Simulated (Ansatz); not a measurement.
A substitution series on Si: F to Cl

Gas-phase molecules. On one Si centre that keeps SH, n of the F ligands are replaced by Cl. The dipole moment y in D at wB97M-V/def2-TZVPP. Shapes: PBE0-D4/def2-TZVP. Flexible molecules stand in one conformer, not always the lowest. Programs: Ansatz 0.2.0.

```
  molecule  n  y (D)
  Si(SH)F3  0   1.54
Si(SH)ClF2  1      ?
Si(SH)Cl2F  2   1.16
 Si(SH)Cl3  3   1.07
```

Problem. Fit y = c + s·n to the known rows and predict Si(SH)ClF2.

Solution. 
1. Means of the 3 rows: n = 1.66667, y = 1.257.
2. Σ(Δn)² = 4.6667, Σ(Δn·Δy) = -0.75333, so the slope is -0.75333/4.6667 = -0.16143.
3. Intercept: 1.257 − (-0.16143) × 1.66667 = 1.526. The largest residual of the fit is 0.043.
4. Si(SH)ClF2: 1.526 + (-0.16143) × 1 = 1.36 D.

The run gave 1.55 D, so the prediction is off by -0.19 D, more than the largest residual. The steps per swap are uneven (+0.01, -0.39, -0.09), so a line is a poor model. Dipoles add as vectors. Other levels give for Si(SH)ClF2: PBE-D4/def2-TZVPP 1.51; r2SCAN-D4/def2-TZVPP 1.53 D. The series isn't monotonic at this level.

Full replacement of F by Cl lowers the dipole from 1.54 to 1.07 D, but the first swap leaves it almost unchanged. The overall fall fits electronegativity: Si–Cl bonds are less polar than Si–F bonds and closer in character to Si–S, so the halogen side and the thiol side probably cancel more completely. The S–H bond and the sulfur lone pairs add a contribution off the Si–S axis, which need not vanish even with three like halogens.

In the mixed members the unlike halogens add a transverse component of their own, which can reinforce or oppose that of the SH group depending on the torsion about Si–S. This suggests why counting Cl atoms alone misses Si(SH)ClF2. The three functionals agree on that molecule far better than the line does, so the miss is hardly a matter of functional choice. The rise of 0.01 D at the first swap is too small to establish a real maximum, and a fit with only one spare degree of freedom says little about its predictive error.
